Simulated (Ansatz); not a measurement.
**From the elastic tensor of C at 5 GPa (stress–strain coefficients) to moduli and sound speeds**

Computed with Ansatz, DFT LDA, scalar-relativistic, plane waves, PAW. Plane waves to 420 eV; Γ-centred k mesh 12×12×12; fixed occupations. No spin polarisation.

Symmetry: R-3m, No. 166, trigonal system. The conventional cell has a = 2.436 Å, b = 2.436 Å, c = 9.103 Å, α = 90.00°, β = 90.00°, γ = 120.00°. Around C (site symmetry 3m) lie 3 C at 1.41 Å.

The crystal is built of layers and no dispersion correction was added, so the binding between them is poorly described, and with it their spacing and whatever depends on it.

Relaxed-ion constants (GPa, on the Cartesian axes of the calculation):
C11 = 1232.6, C12 = 244.5, C13 = -1.2, C14 = 4.2, C22 = 1232.6, C23 = -1.2, C24 = -4.2, C33 = 92.0, C44 = 12.5, C55 = 12.5, C56 = 4.2, C66 = 494.1 GPa; the others vanish.

Density 2.558 g/cm³; 2 atoms in 15.59 Å³.

The values that follow are for a polycrystal of randomly turned grains, by Hill's mean where one number stands. In a crystal this anisotropic the Voigt and Reuss bounds lie far apart, so Hill's mean and the sound speeds and Debye temperature from it are rough.

With S = C⁻¹: B_V = (C11+C22+C33+2(C12+C13+C23))/9, G_V = (C11+C22+C33−C12−C13−C23+3(C44+C55+C66))/15, 1/B_R = S11+S22+S33+2(S12+S13+S23), 15/G_R = 4(S11+S22+S33−S12−S13−S23)+3(S44+S55+S66); Hill is their mean. Then v_l = √((B+4G/3)/ρ), v_t = √(G/ρ), v_m = [(2/v_t³+1/v_l³)/3]^(−1/3) and Θ = (ħ/k_B)·v_m·(6π²n/V)^(1/3) for n atoms in the volume V; E = 9BG/(3B+G), ν = (3B−2G)/(2(3B+G)) and A^U = 5G_V/G_R + B_V/B_R − 6.

* Bulk modulus, Voigt / Reuss / Hill: 337.9 / 81.6 / 209.7 GPa
* Shear modulus, Voigt / Reuss / Hill: 258.1 / 27.8 / 143.0 GPa
* Young's modulus: 349 GPa
* Poisson ratio: 0.222
* Pugh ratio B/G: 1.47
* Universal anisotropy index: 44.61
* Longitudinal and transverse sound speeds: 12510 and 7475 m/s
* Debye temperature from the mean sound speed: 1242 K

Cost: 1 run of about 2.4 core-minutes, on Intel Xeon Processor @ 2.50GHz (Skylake/Cascade Lake) (shared hosts).

The stiffness follows the bonding of rhombohedral graphite. Stretching a layer works against strong sp² σ bonds, reinforced by delocalised π bonding, so C11 reaches 1232.6 GPa, while compression along the stacking axis meets only the weak contact between layers and C33 is 92.0 GPa. Shear of the layers over one another is softer still, with C44 at 12.5 GPa, because sliding changes the interlayer registry without breaking any covalent bond. The near-zero C13 shows that in-plane and out-of-plane strains are almost decoupled.

Under hydrostatic load the crystal therefore shortens mainly along the stacking axis, which is why the Reuss bulk modulus, 81.6 GPa, lies close to C33 and far below the in-plane stiffness. The small C14 is allowed by the trigonal stacking and would vanish by symmetry in hexagonal graphite. The constants satisfy the conditions for elastic stability under homogeneous strain, but this doesn't make the structure the ground state at this pressure, where diamond is the thermodynamically favoured form.
